Two rotatable C–C bonds with three minima each give 3 × 3 = 9 possible rotamers of this fluorinated imine nitrile, CH₃–N=CH–CH₂–CHF–C≡N. About the C3–C4 bond next to the C=N double bond, the minima have one bond of the CH₂ group in the plane of the double bond. That bond is either C4–C5 (syn, first torsion near 0°) or one of the two C4–H bonds (skew, first torsion near ±120°). About C4–C5 the three staggered positions put fluorine anti to C3 or gauche on either side.

Counting alone favours skew, since six of the nine cells are skew and only three are syn. A single syn rotamer holds a majority only if its gap to the others outweighs their number. Against four rotamers at the same height the break-even gap is RT ln 4, about 0.8 kcal/mol at room temperature. The calculation finds a gap nearly three times that size.

Conformers of CH₃–N=CH–CH₂–CHF–C≡N (at most five kept), with GFN2-xTB geometries (tblite 0.8.0) and B3LYP-D3(BJ)/def2-SVP single-point energies in dichloromethane (PySCF 2.14.0). Free energies add quasi-harmonic GFN2-xTB terms at 298.15 K (soft-mode cut 100 cm⁻¹) and set the Boltzmann weights. The torsions are N2–C3–C4–C5 and C3–C4–C5–F6.

```tsv
number	torsions in degrees	GFN2-xTB energy above its lowest (kcal/mol)	DFT energy above the lowest (kcal/mol)	free energy above the lowest (kcal/mol)	weight (%)	dipole (D)
1	(6,-174)	0.000	0.000	0.000	92.60	5.330
2	(-115,-65)	1.490	2.230	2.250	2.10	4.300
3	(-128,63)	1.600	2.180	2.270	2.00	2.640
4	(126,69)	1.490	2.250	2.310	1.90	3.600
5	(-125,-178)	1.550	2.510	2.480	1.40	4.830
```

The pair of torsions gives N2–C3–C4–C5 first and C3–C4–C5–F6 second, the atoms being numbered along the chain from the N-methyl carbon C1. The two energy columns are electronic energies relative to conformer 1, from the tight-binding method that supplied the geometries and from B3LYP-D3(BJ) in a dichloromethane model. The free energy adds tight-binding vibrational and rotational terms to the DFT energy, and the weight is the Boltzmann population that follows from it. All rows are closed-shell singlets of one enantiomer, so no weight contains a mirror partner and the +skew and −skew rows are distinct structures.

## What happens

Conformer 1, syn with fluorine anti, is lowest in all three energy columns. The four skew conformers lie 2.18 to 2.51 kcal/mol above it with DFT and 1.49 to 1.60 kcal/mol above it with GFN2-xTB. To a first approximation the set has two levels, one syn state and a cluster of four skew states.

The preference is electronic. The thermal terms change the DFT gaps by between −0.03 and +0.09 kcal/mol, a few per cent of the gap at most. The lopsided weight of 92.6 % is therefore set by the DFT energy, and an explanation has to be sought in bonding, contacts or solvation and not in the vibrations.

Inside the skew cluster little can be ranked. Conformers 2 to 4 span 0.07 kcal/mol in DFT energy, the size of the noise of some hundredths that single points on tight-binding geometries carry, and their order changes from column to column. Conformer 5 stands apart with DFT, 0.22 kcal/mol above the mean of the four skew rows, but with GFN2-xTB it sits in the middle of the cluster. Its last place is a result of one level only.

## Why the syn form with fluorine anti is lowest

Conformers 1 and 5 share the anti position of fluorine (−174° and −178°) and with it a gauche nitrile, and they differ essentially in the first torsion. They are nevertheless 2.51 kcal/mol apart with DFT, the widest gap of the set. The numbers thus show that an anti fluorine does not by itself make a conformer low, and that the gain comes with turning C5 towards the nitrogen.

In the E-imine the N-methyl group lies across the double bond from C4, which leaves the nitrogen lone pair on the C4 side, in the plane. The syn torsion swings C5 into that plane beside the lone pair. C5 is the most electron-poor saturated carbon of the molecule, since it carries both fluorine and nitrile, and its hydrogen is correspondingly acidic. With fluorine anti, the two groups left facing the nitrogen are this hydrogen and the carbon of the nitrile, both positively polarised, while fluorine points away.

A chain built from rough, recalled bond lengths and angles and set to the torsions of the table shows which contacts exist. In conformer 1 the nitrogen is about 2.5 Å from the hydrogen on C5 and 2.9 Å from the nitrile carbon, while in the skew rows these distances are at least 3.3 and 3.5 Å. Such distances allow a weak electrostatic attraction between hydrogen and nitrogen, though no proper hydrogen bond, because the C–H bond does not point at the nitrogen. They also allow some donation from the lone pair into the π* orbital of the nitrile. They say nothing about what either contact is worth, and which of them matters is a guess.

The same construction limits the role of fluorine–nitrogen repulsion. Fluorine is about 4.1 Å from the imine nitrogen in conformer 1 and between 3.6 and 4.7 Å in the skew rows, so it is out of contact in all five. Avoided close contact therefore does not separate conformer 1 from the skew rows, and row 5, with fluorine farthest from the nitrogen, is even the highest with DFT. It could separate conformer 1 from the other two syn cells, which no row represents and where a gauche fluorine would come to about 2.7 Å from the nitrogen.

The lowest conformer also has the largest dipole, 5.33 D. The total is the vector sum of the imine, C–F and nitrile dipoles, of which the nitrile is the largest. In conformer 1 the positive carbon ends of the C–F and nitrile groups lie near the imine lone pair and their negative ends lie farther off, so high polarity and low energy can go together without help from a solvent. This is an electrostatic argument from the shape and the table does not test it. A part of the gap may also be the ordinary tendency of a C–C bond to eclipse a polar double bond, familiar from aldehydes, which no row here isolates.

## The two torsions do not simply add

The simplest model gives each torsion its own price, with conformer 1 as zero:

E = a·(1 if skew) + b·(1 if fluorine is gauche)

A least-squares fit to the DFT energies of rows 2 to 5 can be done by hand. Row 5 is the only skew row with fluorine anti, so a = 2.51 kcal/mol and that row is reproduced by construction. Rows 2 to 4 average 2.22 kcal/mol, so b = 2.22 − 2.51 = −0.29 kcal/mol. The three gauche rows are matched to within the noise, which is a mild test with two parameters for four rows.

The value of the model lies in what it predicts outside the fit. A syn rotamer with gauche fluorine would have E = b, that is 0.29 kcal/mol below conformer 1 with DFT. The same fit to the GFN2-xTB energies gives b = −0.02 kcal/mol, so both such rotamers should have turned up level with conformer 1 in the tight-binding search. The search started from 90 structures and found nothing between conformer 1 and the skew cluster at 1.49 kcal/mol. Two further minima that it found above the cluster have no recorded torsions and may be these very rotamers, which would contradict the additive model just as well.

At the tight-binding level the torsions are therefore coupled, provided the search sampled those two cells. On this reading the syn position pays only when fluorine is turned away, as the close fluorine–nitrogen contact of the other syn cells would suggest. The inference has a weak point, because one force-field rotamer fell away on optimisation with GFN2-xTB and could be a true minimum with DFT. For DFT the coupling is argued and untested.

## How much the solvent contributes

A polar medium stabilises a dipole μ in a cavity of radius r by the Onsager term −[(ε − 1)/(2ε + 1)]·μ²/r³, with ε the dielectric constant. It favours conformer 1 over conformer i in proportion to Δμ² = μ₁² − μᵢ². If this were the whole story the gaps would follow Δμ², which is smallest for row 5 (5.1 D²) and largest for row 3 (21.4 D²). The DFT gaps run the other way at these two ends, row 5 having the widest and row 3 the narrowest.

A proportional law fitted by least squares to rows 2 to 5 falls 1.79 kcal/mol short of the 2.51 of row 5 and overshoots row 3 by 0.85 kcal/mol. The step from GFN2-xTB, for which no solvent model is recorded, to DFT in dichloromethane also fails to follow Δμ², being largest for row 5 and smallest for row 3. The reaction field of the total dipole is thus not the sole source of the gap. A solvent share is not excluded, since that step changes method and medium together and internal electrostatics can offset solvation from row to row.

## How safe the order is

Within the five conformers the first place is safe against the errors that the data expose. The order flips only if a skew row falls by 2.25 kcal/mol in free energy relative to conformer 1. The two quantum-chemical levels disagree on the gaps by 0.58 to 0.96 kcal/mol, less than half of that, and they agree on the winner. This spread is no error bar, because neither level is a reference, but it indicates the scale.

The majority is lost earlier than the first place, because four skew rows pool their weight. Together they hold 7.4 % against 92.6 %, a ratio of 0.080. Lowering all four by δ multiplies the ratio by exp(δ/RT), and it reaches one at δ = −RT ln 0.080.

With RT = 0.592 kcal/mol this is δ = 0.592 × 2.53 = 1.50 kcal/mol, about twice the mean difference between the two levels. At that point conformer 1 would hold half the population and still be the largest single component.

The weight itself is far softer than the order. Lowering the skew rows by 0.5 kcal/mol takes conformer 1 to 84 %, and the bare GFN2-xTB energies give 77 %. Warming to 350 K at fixed free energies gives 88 %, and at fixed free energies temperature only evens out populations and leaves the ranking unchanged. The second digit of the tabulated weight should not be relied on.

Two features of the DFT level bear on the gap, only the first in a known direction. Conformer 1 is the folded form, and in a basis as small as def2-SVP nearby groups borrow each other's functions, an intramolecular superposition error that lowers folded forms. The geometry comes from GFN2-xTB, so a contact distance that is off affects conformer 1, where the contacts are short, more than the open rows, with either sign. Part of the increase from the tight-binding gap to the DFT gap may be of this kind, and neither effect has been measured here.

## What would reverse it

An unsampled rotamer is the most direct threat. The cap of five conformers dropped two minima that the search had found at 1.897 and 2.021 kcal/mol in GFN2-xTB energy. Adding them lowers conformer 1 to 87 % if those gaps are taken as they stand, and to 91 % if they are raised by the mean shift of the skew rows. Neither assumption changes the order.

Seven minima still leave two of the nine cells empty, if each cell holds at most one. One extra conformer 1.0 kcal/mol above conformer 1 would cut its weight to 79 %, and one level with it to 48 %. The additive model places the syn rotamers with gauche fluorine level with conformer 1 or slightly below it, where the first place itself would be at stake. The tight-binding search speaks against that, since it found no second minimum near conformer 1, but it does not settle the order with DFT.

Removal of the solvent is the second candidate, and it would help conformer 3, the least polar at 2.64 D. With ε near 9 (a rough, recalled value) the Onsager advantage of conformer 1 over conformer 3 is between 1.4 and 3.0 kcal/mol for cavity radii from 4.5 down to 3.5 Å. It exceeds the DFT gap of 2.18 kcal/mol if the cavity radius is below about 3.9 Å, which lies inside the range of plausible radii, so this crude point-dipole estimate neither shows nor excludes a reversal in the gas phase. The tight-binding energies speak against one, since they put conformer 3 highest, and a reversal remains a guess.

A cheaper level does reverse the order. In the search record of the same run, which is less well vetted than the table, the MMFF94s force field places a skew rotamer 0.1 kcal/mol below the one that becomes conformer 1. A narrow force-field window would have kept conformer 1 here, but force-field energies would have put two conformers nearly level where DFT finds one dominant.

## What to do about it

For averaged properties in dichloromethane, and as long as no low syn rotamer is missing, conformer 1 can be treated as dominant, with a weight of roughly 80 to 90 % and the skew rows as one unresolved group. Before more is claimed, all nine torsion combinations should be built by hand and optimised with DFT, the two syn cells with gauche fluorine first. These decide whether conformer 1 is the lowest minimum and whether the coupling of the torsions survives at that level.

Three further checks address the remaining doubts. The DFT energies without the solvent model separate medium from method and settle the case of conformer 3. A triple-zeta basis on DFT geometries shows how much of the gap of the folded form is basis error. The same syn–skew gap with hydrogen in place of fluorine, of nitrile or of both is the control for the contact picture: a gap that shrinks as C5 loses its acceptors supports it, and a gap that persists points to the plain eclipsing preference of the imine.
